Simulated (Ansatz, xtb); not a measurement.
## Relative energy of two isomers of C2H7FSn

We compare X, `C[CH2][SnH2][F]`, a singlet, with Y, `[CH3][SnH]([CH3])[F]`, a singlet. Both are isolated molecules in the gas phase, relaxed with PBE0-D3(BJ)/def2-SVP; the shapes shown needn't be the lowest conformers.

X (Å):

```yaml
atoms:
  - { symbol: C, position_ang: [-0.4226, -0.8700, 2.3262] }
  - { symbol: C, position_ang: [-1.1030, -1.1850, 1.0004] }
  - { symbol: F, position_ang: [-0.3486, 1.8397, 0.2347] }
  - { symbol: Sn, position_ang: [-1.8405, 0.5939, 0.0455] }
  - { symbol: H, position_ang: [0.0134, -1.7756, 2.7781] }
  - { symbol: H, position_ang: [-1.1302, -0.4482, 3.0576] }
  - { symbol: H, position_ang: [0.3868, -0.1359, 2.1954] }
  - { symbol: H, position_ang: [-0.4053, -1.6558, 0.2899] }
  - { symbol: H, position_ang: [-1.9486, -1.8805, 1.1261] }
  - { symbol: H, position_ang: [-3.1364, 1.3552, 0.8720] }
  - { symbol: H, position_ang: [-2.1054, 0.4760, -1.6442] }
```

Y (Å):

```xyz
11

C     0.5617   -0.1131    1.8470
C    -2.9206   -0.6242    1.1616
F    -1.0008    1.2832   -0.6348
Sn   -0.9504   -0.3966    0.3611
H     0.7128   -1.0414    2.4169
H     1.5085    0.1713    1.3678
H     0.2531    0.6849    2.5366
H    -0.5444   -1.5735   -0.8224
H    -3.0093   -1.5879    1.6839
H    -3.6606   -0.5869    0.3503
H    -3.1240    0.1889    1.8722
```

Task: Estimate which is lower in electronic energy at CCSD(T)/def2-SVP + ΔMP2/def2-TZVPP, and by roughly how much.

Result: The CCSD(T)/def2-SVP + ΔMP2/def2-TZVPP calculation puts structure Y lower, by 11.0 kcal/mol.

Level by level:

```csv
level,geometry,E(Y) − E(X) (kcal/mol),departure from the last row (kcal/mol),"job, with rough time for the two"
GFN2-xTB,GFN2-xTB,+5.6,+16.6,"optimisation, 0.13 s"
HF/STO-3G,GFN2-xTB,−12.0,−1.0,"single point, 0.82 s"
r2SCAN-D4/def2-SVP,GFN2-xTB,−8.1,+2.9,"single point, 3.8 s"
PBE0-D3(BJ)/def2-SVP,PBE0-D3(BJ)/def2-SVP,−7.6,+3.4,"optimisation, 71 s"
HF/def2-SVP,PBE0-D3(BJ)/def2-SVP,−7.7,+3.3,part of the CCSD(T) run
MP2/def2-SVP,PBE0-D3(BJ)/def2-SVP,−8.0,+3.0,part of the CCSD(T) run
CCSD(T)/def2-SVP,PBE0-D3(BJ)/def2-SVP,−7.1,+3.9,single point
CCSD(T)/def2-SVP + ΔMP2/def2-TZVPP,PBE0-D3(BJ)/def2-SVP,−11.0,,"single point, 36 s"
```

As drawn, Y has 1 C–Sn, 1 C–H in place of 1 C–C, 1 Sn–H.

GFN2-xTB puts the two in the other order. The largest departure from CCSD(T)/def2-SVP + ΔMP2/def2-TZVPP is that of GFN2-xTB, 16.6 kcal/mol. The last row adds to CCSD(T) the change of the MP2 difference between the two basis sets, here −3.9 kcal/mol, a large step that makes the value less sure.

With harmonic frequencies from PBE0-D3(BJ)/def2-SVP (ideal gas, rigid rotor, one conformer each, 298.15 K, 1 atm): on the last row, ΔE + ΔZPE = −11.0 kcal/mol. A mode under 50 cm⁻¹ makes harmonic enthalpies and free energies unreliable, so none is given.

The correlated steps freeze 7 core orbitals; the filled d shell of Sn is correlated, in a basis made for valence electrons. Atoms past krypton carry core potentials in the def2 sets, other sets are all-electron and non-relativistic, and no spin–orbit term is included. Mirror images aren't counted in ΔG. Run with Ansatz 0.2.0, xtb 6.7.1; the last row on 2 threads of Arm Neoverse V1 on a shared host.

The dimethyl isomer Y lies below the ethyl isomer X at every level except GFN2-xTB, and zero-point motion leaves the preference unchanged. The order follows from the bond exchange: moving from X to Y gives up a C–C and a Sn–H bond for a C–Sn and a C–H bond. Tin's diffuse valence orbitals overlap poorly with hydrogen 1s, so Sn–H is much weaker than C–H. That gain probably outweighs the cost of replacing a strong C–C bond with a weaker, more polar C–Sn bond. Fluorine, which makes tin more electron-poor, may add to the preference for a second alkyl donor.

In the def2-SVP basis, HF, MP2 and CCSD(T) give −7.7, −8.0 and −7.1 kcal/mol, so the preference is already present at mean-field level, with little net contribution from correlation. The closeness of HF/STO-3G to the final value is therefore best read as error cancellation. The energy difference says nothing about how readily X would rearrange to Y, which requires breaking strong bonds.
